**Why do L3 Auger energies of 26-electron ions climb so evenly, and what is different about Fe?**

I am looking at two Auger groups of an L3 hole from Fe to As7+ (Dirac-Fock energies, rates on relativistic LDA orbitals). I associate core levels with $Z^2$, yet both energies rise in nearly equal steps. One share falls while the other rises, and the step from Fe to Co+ fits neither pattern. What drives this?

Radial Dirac-Fock and Kohn-Sham solver 2: two Auger groups of an L3 hole in 26-electron Fe to As7+. Kinetic energies are Dirac-Fock configuration averages from the vacuum level; shares come from independent-particle Coulomb rates, without the Breit term, on relativistic LDA orbitals of the hole state with a Latter-tail continuum.

```tsv
species	Z	charge (e)	configuration	kinetic energy (M1M3) (eV)	share (M1M3) (%)	kinetic energy (M2M4) (eV)	share (M2M4) (%)
Fe	26	0	[Ar] 3d6 4s2	528.1	10.62	625.0	0.4025
Co+	27	1	[Ar] 3d8	578.4	8.808	682.7	0.4369
Ni2+	28	2	[Ar] 3d8	616.6	8.107	730.3	0.4511
Cu3+	29	3	[Ar] 3d8	655.2	7.572	778.2	0.4633
Zn4+	30	4	[Ar] 3d8	694.3	7.152	826.7	0.4740
Ga5+	31	5	[Ar] 3d8	733.8	6.818	875.6	0.4828
Ge6+	32	6	[Ar] 3d8	773.8	6.548	925.0	0.4908
As7+	33	7	[Ar] 3d8	814.3	6.327	974.9	0.4978
```

**Answer**

L3 is a $2p_{3/2}$ hole. In M1M3 the atom ends with holes in $3s$ and $3p_{3/2}$, in M2M4 with holes in $3p_{1/2}$ and $3d_{3/2}$; the share is the percentage of the decay going to that group. The two groups together carry only 11.0 % (Fe) to 6.8 % (As7+) of the decay; the main groups are not shown. Fe is $3d^6 4s^2$ and the other rows are $3d^8$, so only Co+ to As7+ form one series.

*Energies.* The kinetic energy is the energy of the one-hole ion minus that of the two-hole ion. Expanded in the nuclear charge $Z$,

$$E = E_0(Z) + E_1 Z + c + d/Z .$$

$E_0$ uses bare hydrogenic levels: one $n=2$ binding is gained and two $n=3$ bindings are paid, so $E_0 = \mathrm{Ry}\,Z^2(1/4 - 2/9) = \mathrm{Ry}\,Z^2/36$, with Ry the Rydberg energy. The $Z^2$ terms nearly cancel. $E_1 Z$ is the change in electron repulsion, linear because orbitals shrink as $1/Z$; $E_1$ follows from hydrogenic Slater integrals without fitting. It is positive because emptying two $n=3$ places relieves more repulsion than refilling $2p$ adds.

Take M1M3 at Zn4+. The second difference of $E_0$ is $\mathrm{Ry}/18 = 0.756$ eV, so its slope is $30 \times 0.756 = 22.7$ eV per unit of $Z$; Dirac levels lower this to 20.9. Adding $E_1 = 17.0$ gives 37.9 eV. The table gives $(733.8 - 655.2)/2 = 39.3$ eV, so this unfitted estimate is 3.5 % below the table's slope. The curvature is less well caught: 0.58 eV from Dirac levels against a mean of 0.46 eV, partly, theory suggests, because unscreened levels are too simple. Fitting $c$ and $d$ to the seven $3d^8$ rows leaves at most 0.07 eV, near the 0.05 eV rounding, against 0.8 eV with non-relativistic $E_0$; $c$ and $d$ trade off and mean nothing separately. The better fit does not show that relativity sets the curvature, since screening terms beyond $d/Z$ also lower it. The same counting predicts strong curvature for K-LL groups, where $1 - 2/4$ does not cancel.

The gap between the groups is cleaner. The L3 term drops out, and Dirac hydrogenic $3s_{1/2}$ and $3p_{1/2}$ are degenerate, as are $3p_{3/2}$ and $3d_{3/2}$, so $E_0$ cancels exactly. Only repulsion remains: $3s$ penetrates the core and is repelled less than $3d$, so it costs more to remove. The gap grows by 9.3 to 9.4 eV per step from Co+ onward; $E_1$ gives 8.9 eV, 5 % below the fitted slope. That $E_1$ is non-relativistic and not resolved by $j$. All these energies are configuration averages, centres of multiplets that an open $3d$ shell spreads out.

*Shares.* A falling share is not a falling rate. The same calculation gives total L3 widths, and share times width gives each group's partial width (if the share is counted among Auger decays only, these shift by under 2 %). From Ni2+ to As7+ M1M3 grows from 45.1 to 54.9 meV, a factor 1.22, but the total grows by 1.56, from 556 to 868 meV. M2M4 grows by 1.72 and so gains share. X-ray emission is too weak to matter, 1.6 % of the decay at As7+, and the L3 Coster-Kronig yield is zero.

For non-relativistic hydrogenic orbitals an Auger rate does not depend on $Z$: the squared Coulomb matrix element scales as $Z^2$ and the continuum density per unit energy as $Z^{-2}$. Apart from relativistic effects, rates at fixed occupation change only while screening distorts the orbitals and keeps the electron's energy from scaling as $Z^2$. The $3d$ orbital, held outside the core by its centrifugal barrier, is the most screened, so it contracts most as the charge rises and its overlap with $2p$ improves fastest. This is argued from theory. It agrees with the $3d$ group outgrowing the $3s3p$ group, and with the remaining Auger width, a mixture of $3d$ channels and channels using only $3s$ and $3p$, growing by 1.58, between the two. The shares should then level off, and both do move in shrinking steps. The form $a + b/(Z-\sigma)$ follows the $3d^8$ rows within 0.07 % of the share, still above rounding; without the screening constant $\sigma$ M1M3 misses by 2.4 %. With three constants for seven rows the limit $a$ is not reliable, and the rates lack the Breit term, whose weight grows with $Z$.

*Fe.* It entered no fit. Its energies lie 12.6 eV (M1M3) and 10.7 eV (M2M4) below a quadratic through the $3d^8$ rows. Two electrons in diffuse $4s$ screen less than in $3d$, so all inner levels deepen; one deepening is gained and two are paid, which argues for a lower energy. The hydrogenic estimate has these signs, $-7.9$ and $-20.7$ eV, but it narrows the gap, whereas Fe's gap is 2.0 eV wider than the line. A plausible reason is that hydrogenic $3d$ is the most compact $n=3$ orbital, while in a neutral atom it lies outside $3s$, so removing $3d$ charge deepens $3s$ more than $3d$.

Fe's M2M4 share, 0.4025 %, is only 4 % below the $3d^8$ curve, despite a quarter fewer $3d$ electrons. A rough extrapolation of four widths puts a $3d^8$ total at 426 meV, against Fe's 424 (itself 3.5 % above the recommended 0.41 eV). Tighter $3d$ orbitals apparently make up part of the loss and faster $3s$ and $3p$ channels some more, a split the table does not show. Fe's high M1M3 share, 10.62 % against 9.8 %, then reflects a larger partial width, 45.0 against about 42 meV, as less screened $3s$ and $3p$ orbitals would give. The fits are printed below.

Numerical output:

```
rows ['Fe', 'Co+', 'Ni2+', 'Cu3+', 'Zn4+', 'Ga5+', 'Ge6+', 'As7+'] ; fits use 3d8 rows only, first residual = Fe; rounding 0.05 eV, gap 0.1 eV
theory 2nd difference eV: nonrel 0.756, Dirac at Z=30 0.576
M1M3 steps eV [50.3 38.2 38.6 39.1 39.5 40.  40.5] mean 2nd diff 3d8 0.460
 slope Z=30 eV: table 39.30; Dirac E0 20.93 (nonrel 22.68) + E1 17.00 = 37.92 (-3.5%)
  Dirac+c par [-143.075] res eV [-18.99   -4.523  -2.769  -1.214   0.251   1.541   2.768   3.946]
  Dirac+c+d/Z par [ -101.143 -1252.356] res eV [-12.755  -0.072   0.026   0.038   0.064   0.007  -0.028  -0.036]
  nonrel+c+d/Z par [-166.72  309.31] res eV [-14.483  -0.77    0.056   0.498   0.658   0.439  -0.056  -0.826]
  free quadratic res eV [-12.614  -0.017   0.021   0.      0.019  -0.021  -0.021   0.019]
M2M4 steps eV [57.7 47.6 47.9 48.5 48.9 49.4 49.9] mean 2nd diff 3d8 0.460
 slope Z=30 eV: table 48.70; Dirac E0 20.93 (nonrel 22.68) + E1 25.91 = 46.83 (-3.8%)
  Dirac+c par [-278.019] res eV [-18.869  -5.914  -3.672  -1.731   0.223   2.      3.715   5.38 ]
  Dirac+c+d/Z par [ -222.107 -1669.872] res eV [-10.555   0.021   0.054  -0.061  -0.027  -0.045  -0.014   0.071]
  nonrel+c+d/Z par [-287.685 -108.207] res eV [-12.283  -0.677   0.084   0.399   0.567   0.387  -0.041  -0.719]
  free quadratic res eV [-10.686  -0.029   0.057  -0.029   0.014  -0.014  -0.014   0.014]
gap eV [ 96.9 104.3 113.7 123.  132.4 141.8 151.2 160.6] steps [7.4 9.4 9.3 9.4 9.4 9.4 9.4]
 line slope 9.382 eV/Z, theory E1 8.912 (-5.0%), res [ 2.     0.018  0.036 -0.046 -0.029 -0.011  0.007  0.025]
Fe offset eV table (M1M3,M2M4) [-12.614 -10.686] first-order 26*dE1 [ -7.851 -20.696]
M1M3 share steps (points) [-1.812 -0.701 -0.535 -0.42  -0.334 -0.27  -0.221] step ratios 3d8 [0.763 0.785 0.795 0.808 0.819]
  a+b/(Z-0.00) a,b [ -4.849 363.832] res in % of share [13.892  2.062 -0.47  -1.651 -1.773 -1.021  0.415  2.382]
  a+b/(Z-20.95) a,b [ 3.814 30.23 ] res in % of share [ 7.718 -0.033  0.06   0.033 -0.035 -0.061 -0.03   0.065]
  3d8 curve at Z=26: 9.8 % vs Fe 10.62 %; rounding < 0.013% of share
M2M4 share steps (points) [0.034 0.014 0.012 0.011 0.009 0.008 0.007] step ratios 3d8 [0.859 0.877 0.822 0.909 0.875]
  a+b/(Z-0.00) a,b [ 0.773 -9.016] res in % of share [-5.855 -0.46   0.058  0.293  0.358  0.166 -0.058 -0.366]
  a+b/(Z-15.90) a,b [ 0.611 -1.929] res in % of share [-4.258  0.013 -0.022 -0.015  0.04  -0.014 -0.    -0.002]
  3d8 curve at Z=26: 0.4196 % vs Fe 0.4025 %; rounding < 0.013% of share
1000*M2M4/M1M3 [37.9   49.603 55.643 61.186 66.275 70.813 74.954 78.679] per 3d electron [6.317 6.2   6.955 7.648 8.284 8.852 9.369 9.835]
sum of both shares % [11.022  9.245  8.558  8.035  7.626  7.301  7.039  6.825]
width meV total       [424.167 556.191 683.104 807.303 867.763] As/Ni 1.560, Z exponent 2.71, Ni/Fe 1.311
width meV M1M3        [45.047 45.09  48.856 52.862 54.903] As/Ni 1.218, Z exponent 1.20, Ni/Fe 1.001
width meV M2M4        [1.707 2.509 3.238 3.962 4.32 ] As/Ni 1.722, Z exponent 3.31, Ni/Fe 1.470
width meV M2M4 per 3d [0.285 0.314 0.405 0.495 0.54 ] As/Ni 1.722, Z exponent 3.31, Ni/Fe 1.102
width meV radiative   [ 2.201  4.361  7.211 11.144 13.59 ] As/Ni 3.116, Z exponent 6.92, Ni/Fe 1.982
width meV other Auger [375.213 504.23  623.8   739.335 794.95 ] As/Ni 1.577, Z exponent 2.77, Ni/Fe 1.344
rough 3d8 extrap Z=26 meV: total 426 (Fe 424), M1M3 41.7 (Fe 45.0), M2M4 1.79 (Fe 1.71)
Fe L3 width vs recommended 0.41 eV (same outputs): +3.5%; L3 fluorescence yield % [0.519 0.784 1.056 1.38  1.566]
```
